A cubic crystal that is pushed out of square ought to push back. Its energy should rise with the shear, whichever way it leans, and the stress should point towards the square shape. This cell of TaF3 does the opposite: every sheared row lies below the undisturbed one in energy, and in every sheared row the stress drives the distortion further.

TaF3 under xy engineering shear at fixed fractional coordinates, from Ansatz 0.2.0 (plane-wave PAW, scalar-relativistic PBEsol, no spin polarisation, 420 eV cutoff, 12×12×12 k mesh, 0.15 eV Gaussian smearing). Free energies are relative to the unsheared cubic cell (Pm-3m, a = 3.901 Å, 14.84 Å³ per atom), not relaxed at this level; pressure is positive in compression.

```
strain  energy change (meV/atom)  tensile stress along pattern (GPa)  pressure (GPa)
  -0.1                     -11.1                                3.19           19.79
 -0.05                      -3.0                                1.76           20.27
     0                       0.0                                0.00           20.43
 0.025                      -0.8                               -0.90           20.39
0.0375                      -1.7                               -1.33           20.34
0.0625                      -4.6                               -2.16           20.18
 0.075                      -6.5                               -2.54           20.07
0.0875                      -8.7                               -2.88           19.93
```

**Two directions, one curve**

The strain is the small angle γ, in radians, by which the right angle between two cube edges changes. At a strain of −0.1 the energy change is −11.1 meV per atom, and at 0.0875 it is −8.7. The first row is lower only because its shear is larger. A quarter turn of the cube converts a lean to one side into a lean to the other, so energy and pressure depend on the size of the strain alone, while the stress merely changes sign. The square shape is therefore the top of a smooth hill, and the scan ends before any valley is reached. Shear in either direction lowers the cubic symmetry to the orthorhombic Cmmm.

**What the pressure does**

The cell at zero strain is not at rest. It is under a pressure of about 20 GPa, which means that this density functional calculation would prefer a larger cell. The two sheared edges lengthen slightly, by about 0.12 % at a strain of −0.1, and it is tempting to put the whole fall in energy down to this relief of squeezed bonds.

The size of the relief can be found by comparing three ways of shearing the same crystal. In the first the volume is held, in the second the edges lengthen as they do in the table, and in the third the edges keep their length. To leading order the volume shrinks by nothing, by the fraction γ²/4 and by the fraction γ²/2. Each further loss of volume has to be paid for against the pressure, and at a strain of −0.1 each of these two steps costs about 4.7 meV per atom.

The third way is thus the most expensive, since it allows the bonds along the edges no relief at all. It still runs downhill, by about 6.4 meV per atom at a strain of −0.1. Relief of the edges accounts for a little less than half of the fall in that row, and the rest must come from the change of angle itself.

**From stress to energy**

The same reasoning explains why stress and energy seem to report different stiffnesses. Let V be the volume per atom of the unsheared cell, P its pressure, σ the tensile stress along the pattern and E the energy change. A small further shear does work through the stress and also squeezes the volume a little, so that

dE/dγ = V (σ + γP/2)

For small shear the stress is σ = Gγ, where G is the stiffness at constant volume. Integration then gives

E = ½ V (G + P/2) γ²

The stress therefore yields G, about −36 GPa, while the energy curve yields G + P/2, about −26 GPa. With the edges held the stiffness is G + P, about −16 GPa. All three are negative, and none of them is the shear modulus of the crystal at zero pressure. For a crystal kept under constant outside pressure the first one decides, because the work done by the surroundings cancels the cost of the lost volume.

The row at −0.1 serves as a worked case. The sum G + P/2 is −36.25 + 10.21 = −26.04 GPa, and half of it times γ² = 0.01 is −0.130 GPa. One GPa acting on 14.84 Å³ corresponds to 92.6 meV, so the estimate is −12.1 meV per atom, about 9 % too deep compared with the computed −11.1.

The excess arises because the stress does not keep pace with the strain. The ratio of stress to strain weakens from about −36 GPa for small shear to −32 GPa at −0.1. Adding a term in γ³ to the stress raises the estimate by 1.0 meV per atom and brings it to the computed value. The two stress coefficients were fitted to the stresses of all eight rows, this one included, but no energy entered the estimate. Stress is by definition tied to the slope of the energy, so the agreement, set out row by row in the output below, is a check on the numbers; it does not identify the force behind the instability.

**Why the angle gives way**

The geometry shows why resistance can be weak. When the edges keep their length, every Ta–F bond keeps its length too, and each Ta–F–Ta chain stays straight. Only the angles between neighbouring bonds at the tantalum atom change. The stiffest springs of the crystal are idle, and the outcome is left to weaker interactions.

Repulsion between neighbouring fluorine atoms should still defend the right angle. Shear brings them closer along one diagonal and moves them apart along the other, and since repulsion grows steeply at short distance, the loss outweighs the gain. Something else has to win. Attraction between tantalum and more distant fluorine atoms favours the lean, but repulsion between the tantalum atoms opposes it. Which way the sum of all these forces tips, even for simple point charges, was not calculated here.

The electrons are another possible cause. Partly filled tantalum d bands can lower their energy when the cubic symmetry is broken, if filled states move down and empty ones up. The same runs offer a hint: the part of the free energy that comes from smearing the occupations shrinks as the cell is sheared, as it does when fewer states lie near the Fermi level. This remains a conjecture. It would have to be tested on the bands themselves, and with unpaired spins, which this calculation does not allow.

**A clue in the pressure column**

The sheared cell has slightly less volume than the cubic one, which by itself should raise the pressure. Instead the pressure falls, by 0.64 GPa at a strain of −0.1. Pressure measures how fast the energy climbs when the cell is made smaller. If it is lower in the sheared crystal, then the energy gained by shearing must grow as the cell shrinks: compression feeds the instability.

This can be turned into a number. Provided that the crystal resists uniform compression, as any crystal that holds its volume must, the fall in pressure requires G to rise by at least 1.6 GPa for each percent by which the volume expands. A slightly larger cell of the same crystal should therefore be less eager to shear, and a smaller one more so.

For practical use, the negative stiffness belongs to this compressed cell and should not be entered as a material constant. Letting the cell expand towards zero pressure should, at least at first, work against the instability. Whether it would remove it is open, because the bound holds only near the present volume and the relaxed cell, which was not computed, probably lies well away from it. Tilts of the fluorine octahedra, which need a larger repeat unit, are also left out of this scan.

The analysis program printed:

```
fit of tensile_stress_along_pattern on 8 rows: coefficient of strain -36.25 +/- 0.048, coefficient of g3 434 +/- 6.5; rms 0.00289, worst 0.0375 -0.00649, leave-one-out rms 0.00383
fit of dp on 8 rows: coefficient of g2 -64.36 +/- 0.22; rms 0.00301, worst 0.0875 0.00726, leave-one-out rms 0.00439
fit of energy_change on 8 rows: coefficient of g2 -1223 +/- 4.8, coefficient of g4 11316 +/- 574; rms 0.0168, worst 0.025 0.0402, leave-one-out rms 0.021
Energy from the work of the stresses:
     row  from stresses meV/atom  computed meV/atom  miss meV/atom
    -0.1                  -11.13              -11.1        -0.0278
   -0.05                  -2.956                 -3        0.04359
     0.0                       0                  0              0
   0.025                   -0.75               -0.8        0.04999
  0.0375                  -1.677               -1.7        0.02271
  0.0625                  -4.568               -4.6        0.03172
   0.075                  -6.488               -6.5        0.01163
  0.0875                  -8.687               -8.7        0.01331
Initial stress slope, stiffness at constant volume, GPa: -36.25
Initial energy curvature of the path as run, GPa: -26.4
Energy curvature less stress slope, GPa: 9.851
Half the pressure at zero strain, GPa: 10.21
Stiffness with edge lengths held, GPa: -15.82
Stress divided by strain at -0.1, GPa: -31.9
Volume change at -0.1, percent: -0.25
Lengthening of in-plane edges at -0.1, percent: 0.1249
Pressure times volume loss at -0.1, meV/atom: 4.731
Energy change at -0.1 with volume held, meV/atom: -15.83
Energy change at -0.1 with edge lengths held, meV/atom: -6.369
Pressure change at -0.1, GPa: -0.64
Least rise of constant-volume stiffness per percent of expansion, GPa: 1.65
```
